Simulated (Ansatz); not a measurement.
A series in volume scale on LaSb

All results are calculated (Ansatz 0.2.0). Periodic Kohn-Sham DFT of a crystal at fixed atoms, scaled to volume_scale times the given cell; pressure positive in compression, energy less spherical unpolarised free atoms, largest_vzz the field gradient of largest size among the nuclei.

The cell before it is scaled or strained (space group Fm-3m, No. 225):
```
LaSb
1.0
      0.0000     3.2450     3.2450
      3.2450     0.0000     3.2450
      3.2450     3.2450     0.0000
La Sb
1 1
Direct
  0.00000 0.00000 0.00000
  0.50000 0.50000 0.50000
```

Settings of every row: method frozen-core PAW; functional PBEsol; relativity scalar; k mesh 10x10x10; filling fermi-dirac; smearing width 0.05 eV; wave cutoff 420 eV; paw set soft_2.

Atom start moment: 0 on all atoms.

Limits: PAW files made with PBE; no spin-orbit coupling on heavy atoms.

```
row  volume scale  V (Å³/atom)  pressure (GPa)
  1          0.94        32.12           2.791
  2          0.96       32.803           1.413
  3          0.98       33.487           0.169
  4          0.99       33.828               ?
  5             1        34.17          -0.953
  6          1.01       34.512          -1.473
  7          1.02       34.853          -1.966
  8          1.04       35.537          -2.878
  9          1.06        36.22          -3.699
```

Question: what pressure should row 4 give?

Worked fit of pressure. Take u = (V_r/V)^(2/3) − 1 with V_r = 34.341 Å³ an atom, which is twice the finite (Eulerian) strain; such expansions in the strain, on which the Birch-Murnaghan equation of state is built, carry the rest volume and the bulk modulus. The shown rows have u = 0.04558, 0.03102, 0.01693, 0.00333, -0.00331, -0.00982, -0.02256, -0.03489. Least squares give pressure = −1.2165 + 78.274 × u + 207.25 × u² + 94 × u³ GPa; a parabola predicts inner rows, each left out in turn, worse (root mean square 0.0017 against 0.00093 GPa). The rows lie off it by 0.000, -0.001, 0.000, 0.001, 0.000, -0.001, 0.000, 0.000. The pressure vanishes at u = 0.0149, or V = 33.59 Å³ an atom, and there the bulk modulus at fixed shape and fractions is B = −V dP/dV = (2/3)(1 + u) dP/du = 57.2 GPa. The withheld row has u = 0.01008, so the fit gives −1.2165 + 78.274 × (0.01008) + 207.25 × (0.01008)² + 94 × (0.01008)³ = -0.406 GPa.

The calculation gave -0.407 GPa. The fit lies 0.001 GPa (0.015 % of the column's range) above it, one unit of the last digit.
